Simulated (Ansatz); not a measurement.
**W: a vibration from a frozen displacement**

Level of theory: DFT PBEsol, scalar-relativistic, plane waves, PAW (Ansatz 0.2.0). Cutoff 420 eV, Γ-centred 10×10×10 k-points, Gaussian smearing of 0.15 eV. Spin–orbit coupling is left out, which matters for the heavy elements here. No spin polarisation. Energies are free energies at this smearing, counted from the undisturbed cell; pressure is positive in compression.

Zero of the scan (as given, not relaxed at this level; it stands at -11.5 GPa):

```xyz
8
Lattice="3.1946 3.1946 -3.1946 -3.1946 -3.1946 -3.1946 -3.1946 3.1946 3.1946" Properties=species:S:1:pos:R:3 pbc="T T T"
W    -1.5973   -1.5973   -1.5973
W     0.0000    0.0000   -3.1946
W    -3.1946    0.0000    0.0000
W    -1.5973    1.5973   -1.5973
W     0.0000    0.0000    0.0000
W     1.5973    1.5973   -1.5973
W    -1.5973    1.5973    1.5973
W     0.0000    3.1946    0.0000
```

Atom 1 (W) is moved by x along the Cartesian unit vector (-0.577, -0.577, 0.577); the cell and all other atoms stay fixed. The cell's volume is 130.41 Å³; the moved atoms weigh 183.840 u together and the others 1286.880 u. Some rows repeat others by symmetry and weren't run.

```
  x (Å)  ΔE (meV/cell) total force on the moved atoms along the move (eV/Å) pressure (GPa)
-0.2000         311.13                                                3.0555        -10.0899
-0.1667         217.37                                                2.5738        -10.5032
-0.1333         139.65                                                2.0779        -10.8459
-0.1000          78.87                                                1.5705        -11.1134
-0.0667          35.17                                                1.0527        -11.3052
-0.0333           8.78                                                0.5271        -11.4207
 0.0000           0.00                                                0.0000        -11.4591
 0.0333           8.78                                               -0.5271        -11.4207
 0.0667          35.17                                               -1.0527        -11.3052
 0.1000          78.87                                               -1.5705        -11.1134
 0.1333         139.65                                               -2.0779        -10.8459
 0.1667         217.37                                               -2.5738        -10.5032
 0.2000         311.13                                               -3.0555        -10.0899
```

**Question.** What frequency belongs to this motion?

**Answer.** The force constant is k = −dF/dx = 15.828 eV/Å², from the parabola through x = -0.0333, 0 and 0.0333. In every cell the moved atoms swing against the rest, so the mass is μ = m₁m₂/(m₁ + m₂) = 160.860 u, and ν̃ = 521.5 cm⁻¹ × √(|k|/μ) = 164 cm⁻¹, at this cell's pressure of -11.5 GPa. The pattern needn't be a normal mode: ν̃² is then a weighted mean of the squared nonzero frequencies at the zone centre of this cell, so it lies between the lowest and the highest of them.

**Question.** How far does the harmonic law reach?

**Answer.** At x = -0.200 Å, kx²/2 = 316.55 meV against the computed 311.13 meV (-1.7 %): the well is still close to harmonic there.

**Question.** The pressure changes with x². What does that say about the frequency under compression?

**Answer.** With E = k(V)x²/2, k ∝ V^(−2γ) and x scaling with the cell as V^(1/3), P − P0 = −∂E/∂V = (2γ − 2/3) ΔE/V. At x = 0.0667 Å, V(P − P0) = 130.41 × 0.15391 / 160.2 eV = 125.27 meV and ΔE = 35.17 meV, so γ = 1/3 + V(P − P0)/(2ΔE) = 2.11. This is the Grüneisen parameter of the motion under uniform scaling of the cell: shrinking the cell evenly by 1 % in volume raises the frequency by about 2.11 %.

In a metal these slopes depend on the k mesh and the smearing.

Displacing one tungsten atom meets a stiff restoring force, as expected for a metal whose roughly half-filled d band occupies mainly bonding states. The modest 164 cm⁻¹ therefore reflects the heavy atoms rather than weak bonds. Inversion symmetry about the site removes the odd terms, and the force per unit displacement falls steadily with amplitude, so the leading anharmonicity is a slight softening. In this supercell the motion mixes zone-boundary phonons of the primitive bcc lattice folded to the zone centre, and cubic site symmetry makes its harmonic force constant independent of direction.

The pressure rises with displacement because the restoring force weakens as the lattice expands, the microscopic origin of a positive vibrational contribution to thermal expansion. As the cell is under tension, the same motion should be faster at zero pressure. The Grüneisen parameter of 2.11 lies above the usual thermodynamic value for tungsten, probably owing to the stretched lattice and the restricted set of phonons sampled. The scan can't show how the acoustic branches near the zone centre respond to compression.
